# Notebook page: ionising the 56-electron ions from La+ to Tl25+

Each row is an ion with 56 electrons and nuclear charge Z, treated by Dirac-Coulomb Hartree-Fock. The ionisation energy IE is the difference of two self-consistent energies (ΔSCF), one for the species and one for its ion. The nl average spreads the electrons of an open shell statistically over its two j subshells, j = l − 1/2 and j = l + 1/2. The low-j-first column fills j = l − 1/2 first, and a symbol such as (4f5/2)6 means six electrons in the j = 5/2 subshell of 4f. The questions follow Nd4+, Tm13+ and Pt22+.

Ionisation energies (IE) of 56-electron ions from B-spline radial code 1, by ΔSCF with Dirac-Coulomb Hartree-Fock at the radial basis limit, a Fermi nucleus and first-order Breit, QED and recoil terms. The nl average is over the nl configuration, and "low j first" is the average over the jj configuration that fills j = l − 1/2 first. NIST values run between ground levels. The tabulated ionisation energies of the 4+ ions of Nd are left out, since they fit the removal of another electron than the listed configurations give and so miss the computed values.

| species | Z | charge (e) | configuration | jj occupations, species → ion | IE, nl average (eV) | IE, low j first (eV) | low j first less nl average (eV) | NIST table (eV) | kind of table value | stated uncertainty (eV) |
| --- | --- | --- | --- | --- | --- | --- | --- | --- | --- | --- |
| La+ | 57 | 1 | [Xe] 5d2 | (5d3/2)2 → (5d3/2)1 | 9.81963 | 9.9304 | 0.11 | 11.18496 | measured | 6e-05 |
| Nd4+ | 60 | 4 | [Xe] 4f2 | (4f5/2)2 → (4f5/2)2 (5p1/2)2 (5p3/2)3 | 68.3122 | 66.9146 | -1.40 | n/a | n/a | n/a |
| Eu7+ | 63 | 7 | [Kr] 4d10 4f5 5s2 5p3 | (4f5/2)5 (5p1/2)2 (5p3/2)1 → (4f5/2)5 (5p1/2)2 | 117.005 | 114.952 | -2.05 | 120 | theory | 6 |
| Dy10+ | 66 | 10 | [Kr] 4d10 4f8 5s2 | (4f5/2)6 (4f7/2)2 → (4f5/2)6 (4f7/2)1 | 176.690 | 174.819 | -1.87 | 192 | theory | 10 |
| Tm13+ | 69 | 13 | [Kr] 4d10 4f9 5s1 | (4f5/2)6 (4f7/2)3 → (4f5/2)6 (4f7/2)3 | 280.088 | 280.014 | -0.07 | 295 | theory | 15 |
| Hf16+ | 72 | 16 | [Kr] 4d10 4f10 | (4f5/2)6 (4f7/2)4 → (4f5/2)6 (4f7/2)3 | 375.891 | 373.793 | -2.10 | 399 | theory | 20 |
| Re19+ | 75 | 19 | [Kr] 4d10 4f10 | (4f5/2)6 (4f7/2)4 → (4f5/2)6 (4f7/2)3 | 507.470 | 504.853 | -2.62 | 520 | theory | 30 |
| Pt22+ | 78 | 22 | [Kr] 4d10 4f10 | (4f5/2)6 (4f7/2)4 → (4f5/2)6 (4f7/2)3 | 655.486 | 652.262 | -3.22 | 660 | theory | 30 |
| Tl25+ | 81 | 25 | [Kr] 4d10 4f10 | (4f5/2)6 (4f7/2)4 → (4f5/2)6 (4f7/2)3 | 819.618 | 815.685 | -3.93 | 820 | theory | 40 |

## 1. The IE rises in every row. Why does it rise unevenly?

The electron that leaves is not the same in all rows. The configurations and jj occupations show 5d for La+, 5p for Nd4+ and Eu7+, 4f for Dy10+, 5s for Tm13+ and 4f again from Hf16+ to Tl25+. The reason is standard atomic physics. At low charge the penetrating 5s and 5p orbitals lie below 4f, while at high charge the field approaches that of a bare nucleus and n alone sets the order. Along the series the n = 5 electrons therefore move into 4f, and only the last four rows, all 4f10 → 4f9, form one trend.

Tm13+ shows the step. In the nl average the IE gains 34.5 eV per added proton on the way into Tm13+, only 31.9 eV on the way out to Hf16+, and 43.9 eV in the next interval. Tm13+ is the one 5s row between 4f rows, so the first two slopes compare unlike electrons. The ions are prescribed, not searched for: in the nl runs of Nd4+ and Tm13+ the 4f level is less deeply bound than the 5p or 5s level that is emptied. The ion computed in these two rows may therefore not be the lowest at this level, and the step belongs to the listed change of configuration.

## 2. How well does a screened hydrogen atom describe the 4f10 rows?

The model is IE = Ry (Z − σ)²/n², with Ry the Rydberg energy, n the principal quantum number and σ the nuclear charge hidden by the other electrons. Counting in the manner of Slater's rules gives σ with nothing fitted: the 46 electrons up to 4d10 screen fully, and each of the nine 4f partners screens 0.35. For Pt22+:

σ = 46 + 9 × 0.35 = 49.15

IE = 13.606 eV × (78 − 49.15)²/16 ≈ 708 eV

This is 8 % above the 655.5 eV of the nl average. Relative to the same column the counted model is 18 % high at Hf16+ and 5 % high at Tl25+, so it improves with charge.

Solving the formula for σ row by row shows where the count fails: σ falls from 50.98 at Hf16+ to 49.95 at Tl25+. Theory argues that a 4f orbital contracts faster with Z than the shells around it, so it is screened less as the charge rises. A least-squares straight line of the effective charge Z − σ against Z through these four rows has a slope of 1.113 and reproduces their IE within 0.3 %. A slope above one restates that each proton is felt in full and the screening weakens as well.

## 3. Why does Tm13+ keep a 5s electron when Hf16+ has none?

The configurations 4f9 5s1 and 4f10 both ionise to 4f9, so the one with the larger IE is the lower in energy. Extending the 4f10 trend back to Tm13+, which took no part in the fits, estimates the IE that 4f10 would have there. The straight line gives 267 eV and a least-squares parabola of IE against Z through the same four rows gives 261 eV, against 280.1 eV for the 5s electron. This suggests that 4f9 5s1 is the lower of these two averages at this level. It need not be the lowest of all: 4f is bound less deeply than 5s in this run, so 4f8 5s2 may lie lower still. The comparison is an extrapolation by one step, and the spread between the two forms shows that the size of the gap is loose.

## 4. What sets the sign of low j first less nl average?

Spin-orbit coupling splits a shell by Δ into a lower subshell with 2l places and an upper one with 2l + 2. Weighting by places puts the upper subshell lΔ/(2l + 1) above the mean and the lower one (l + 1)Δ/(2l + 1) below it. The nl average removes an electron of mean binding. Low j first removes an upper-j electron in the 5p and 4f rows, which costs less, and a 5d3/2 electron in La+, which costs more. The signs agree: La+ alone is positive, at +0.11 eV, and Tm13+, whose 5s electron has no splitting and whose 4f9 is the same on both sides, is left with −0.07 eV. In the 4f rows the repulsion inside the open shell pushes the same way (question 5), and at the lower charges it is expected to be the larger part. The splitting supplies just over half of the difference in Pt22+, and in theory it shrinks faster towards low charge than the Slater integrals do. The 4f splitting of Dy10+ was not extracted, but it should be smaller than that of Pt22+, whose share is −1.81 eV, while the columns of Dy10+ already differ by −1.87 eV. The share alone should therefore fall short in Dy10+, though by how much is not computed.

Nd4+ tests the size with nothing fitted. The orbital energies of the same calculation split 5p by 4.30 eV, and for l = 1 the share is one third, so the estimate is −4.30/3 = −1.43 eV. The table has −1.40 eV. For a hole in a closed 5p6 shell the share of the level splitting is thus nearly the whole difference. Most of that splitting is spin-orbit coupling, and a small part is the uneven exchange of the 5p levels with the two 4f5/2 electrons.

One limit bites in this row. In the low-j-first calculation 4f5/2 is bound by 61.20 eV and 5p3/2 by 67.54 eV, so the prescribed 5p hole need not be the lowest state of the ion at this level. The test concerns that hole, whichever ion is lowest.

## 5. Does the same share account for Pt22+?

It gives just over half. The 4f splitting of the nl calculation is 4.23 eV and the share for l = 3 is 6/14, which makes −1.81 eV. Before the Breit, QED and recoil terms are added the difference between the columns is −3.34 eV. The remaining −1.52 eV needs a second part.

That part comes from the repulsion inside the open shell. The averaged energy of a pair is F⁰ less exchange-type terms in the Slater integrals F², F⁴ and F⁶, with weights given by squared 3j symbols. The departing 4f7/2 electron breaks three pairs with 4f7/2 partners and six with 4f5/2 partners, while the nl average breaks nine mean pairs. In a full shell the two counts give the same energy. Each vacant 4f7/2 place takes a 7/2–7/2 pair from one count and a mean pair from the other, so the mismatch is proportional to 14 − N for N electrons in 4f, as long as 4f5/2 is full. For 4f10 the count adds to the difference

−0.0540 F² − 0.0108 F⁴ + 0.0384 F⁶.

The calculation supplies F⁰ for Pt22+, and the ratios Fᵏ/F⁰ were borrowed once from Nd4+ (with a hydrogenic F⁶/F⁴) and once from a hydrogenic 4f orbital. Either choice gives roughly −1 eV, which has the needed sign and leaves 0.2 to 0.4 eV unexplained. Contraction of the ion is not the cause: it lowers the IE by 3.45 eV in the nl average and by 3.40 eV with low j first, so it nearly cancels in the difference. A likelier source is the direct repulsion F⁰, which the count takes as equal for all 4f pairs. The 4f5/2 orbital is slightly more compact than 4f7/2, so the larger number of 4f5/2 partners in the low-j-first case should repel the departing electron a little more. This is expected, not computed.

The same two parts can be held against the total energy of Pt22+ itself. They put the low-j-first average 9.0 or 9.2 eV below the nl average, and the calculation has 8.77 eV. Both choices overshoot by a few tenths of an eV, the hydrogenic one by more, so the two parts describe this gap closely but not exactly.

## 6. What changes when the element or the number of 4f electrons changes?

At fixed 4f10 the difference grows steadily, from −2.10 eV at Hf16+ to −3.93 eV at Tl25+, since splitting and Slater integrals both grow as the orbital contracts. A least-squares line of ln|difference| against ln Z through these four rows gives the power 5.33. The exponent describes a sum of parts over a short range of Z and has no meaning of its own.

Dy10+, left out of that fit because it is 4f8 5s2, shows the limit. The power law gives −1.32 eV and the table −1.87 eV. The count points the right way, since 14 − N is six for 4f8 and four for 4f10, which makes the exchange weights 1.5 times larger. That this closes the whole gap is argued only in direction, not tested in size.

The count also says how a neighbouring series would behave. For highly charged ions with a closed 4f14 shell the exchange part vanishes, as it does for 5p6 in Nd4+, and the difference should fall back to nearly the plain spin-orbit share of the splitting. A series that ionises an s electron throughout should show almost no difference, as Tm13+ does.

## 7. Where do the Breit and QED terms matter?

They are largest for the 5s electron. In Tm13+ they lower the nl value by 0.372 eV, whereas no other row moves by more than 0.16 eV in either column. The same calculation splits the shift mainly into the Gaunt (magnetic) part of the Breit term, −0.215 eV, and the self-energy, −0.208 eV. An s orbital has density at the nucleus, where the radiative terms act, which is the standard reason for its large self-energy. The Breit part is not peculiar to s orbitals: in Nd4+ the first-order Breit shift of the 5p1/2 orbital is larger than that of 5s. Nor does 4f escape it: in Pt22+ the first-order Breit shifts of 4f5/2 and 4f7/2 are 0.75 and 0.57 eV. Yet the Gaunt energy of the whole ion hardly changes when a 4f electron leaves. Theory argues that the inner shells, now screened less, contract and gain nearly as much Breit energy as the departing electron takes away. A 5s electron lies further out and screens them less, so more of its own shift survives.

The self-energy is good to only 10 to 30 % for n > 2, which is 0.02 to 0.06 eV in this row. The hundredths of an eV in the Tm13+ values are therefore uncertain even within the method. The shift is almost the same in both columns, so their difference is hardly touched.

## 8. Which digits can be trusted, and which column is better?

As statements about Hartree-Fock averages the values are at the radial basis limit, but as predictions of level-to-level energies they are much coarser. La+ has a measured value in the NIST Atomic Spectra Database. The nl average lies 1.37 eV below it, 12 % of the measured IE, and low j first lies 1.25 eV below. Theory argues that two omissions push this way: correlation favours the species with more electrons, and the ground level of 5d2 lies further below its average than that of 5d1 does. The numbers do not divide the deficit between them, and one row does not rank the columns.

The other NIST entries are themselves theory, with stated uncertainties of 6 to 40 eV, larger in each row than the gap between the columns. They cannot rank the columns either, and the near-match of Tl25+, 0.4 eV in the nl average, is no evidence of accuracy. Both columns fall below every NIST entry. The nl deficit exceeds the stated uncertainty of a theory entry in Dy10+ (15.3 against 10 eV) and in Hf16+ (23.1 against 20 eV), and Tm13+ sits at its edge. The runs average over fine structure, whereas the entries are for the lowest levels. That is expected to cost up to a few eV, less than the deficits in these three rows. Correlation, which the runs leave out, adds an amount not computed here, so the numbers do not show how much of the gap belongs to the runs and how much to the tabulated theory.
